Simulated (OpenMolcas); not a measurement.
**A ladder of methods for CH2NSn (SMILES N#[C][SnH2])**

CH2NSn has 5 atoms, charge 0, and is taken as a doublet. SMILES: `N#[C][SnH2]`. The shape is that of a PBE0-D4/def2-TZVP optimisation.

```xyz
5

N     0.8338   -1.5357    1.6656
C     0.5060   -0.8515    0.7960
Sn    0.0096    0.3311   -0.8863
H    -1.6485    0.0382   -1.1840
H     0.3490    1.9444   -0.4326
```

Quantity: the electronic atomisation energy, in eV. The values are calculated. Electronic energies at fixed atoms, without zero-point motion or spin-orbit coupling.

```json
{"level": "USVWN5/def2-SVPD (core potential)", "kind": "LDA", "program": "OpenMolcas", "value (eV)": "19.62", "less CCSD(T)/def2-SVPD": "+3.84", "CPU time (all runs)": "54 s"}
{"level": "UBLYP/def2-SVPD (core potential)", "kind": "GGA", "program": "OpenMolcas", "value (eV)": "16.92", "less CCSD(T)/def2-SVPD": "+1.14", "CPU time (all runs)": "70 s"}
{"level": "UPBE/def2-SVPD (core potential)", "kind": "GGA", "program": "OpenMolcas", "value (eV)": "17.34", "less CCSD(T)/def2-SVPD": "+1.56", "CPU time (all runs)": "72 s"}
{"level": "U-r2SCAN/def2-SVPD (core potential)", "kind": "meta-GGA", "program": "OpenMolcas", "value (eV)": "16.61", "less CCSD(T)/def2-SVPD": "+0.83", "CPU time (all runs)": "2.1 min"}
{"level": "UM06-L/def2-SVPD (core potential)", "kind": "meta-GGA", "program": "OpenMolcas", "value (eV)": "16.90", "less CCSD(T)/def2-SVPD": "+1.12", "CPU time (all runs)": "1.8 min"}
{"level": "UTPSS/def2-SVPD (core potential)", "kind": "meta-GGA", "program": "OpenMolcas", "value (eV)": "16.97", "less CCSD(T)/def2-SVPD": "+1.19", "CPU time (all runs)": "96 s"}
{"level": "UPBE0/def2-SVPD (core potential)", "kind": "global hybrid", "program": "OpenMolcas", "value (eV)": "16.64", "less CCSD(T)/def2-SVPD": "+0.86", "CPU time (all runs)": "67 s"}
{"level": "ROCCSD(T)/def2-SVPD (core potential)", "kind": "coupled cluster or CI", "program": "OpenMolcas", "value (eV)": "15.78", "less CCSD(T)/def2-SVPD": "0.00", "CPU time (all runs)": "83 s"}
```

Differences are taken from ROCCSD(T)/def2-SVPD (core potential) for orientation; it has basis-set and higher-order errors of its own. The values span 15.78 to 19.62 eV. In the correlated wave-function rows the outer d shell of Sn is correlated, in sets not made for it. CPU times are rough (shared hosts, several kinds of processor): they show what a rung costs within a factor of a few.

Every density functional binds this stannyl cyanide radical more strongly than coupled cluster, with LDA far out at +3.84 eV. Atomisation breaks the C≡N triple bond as well as the bonds to tin and leaves open-shell atoms, whose exchange energy the local approximation underestimates more severely than that of the molecule. Gradient corrections remove much of this imbalance, and exact exchange lowers the PBE value further, from 17.34 to 16.64 eV in PBE0.

The ladder is not monotonic, however: TPSS lies slightly above BLYP, and r2SCAN gives almost the same energy as PBE0 without any exact exchange. The remaining positive offsets are probably not all functional error, because a small basis recovers too little of the correlation energy gained on bonding, which lowers the coupled-cluster value more than the density-functional ones. The closeness of r2SCAN and PBE0 to that value therefore does not establish them as the most accurate. Nor does a total atomisation energy show how well any method describes the Sn–C bond itself.
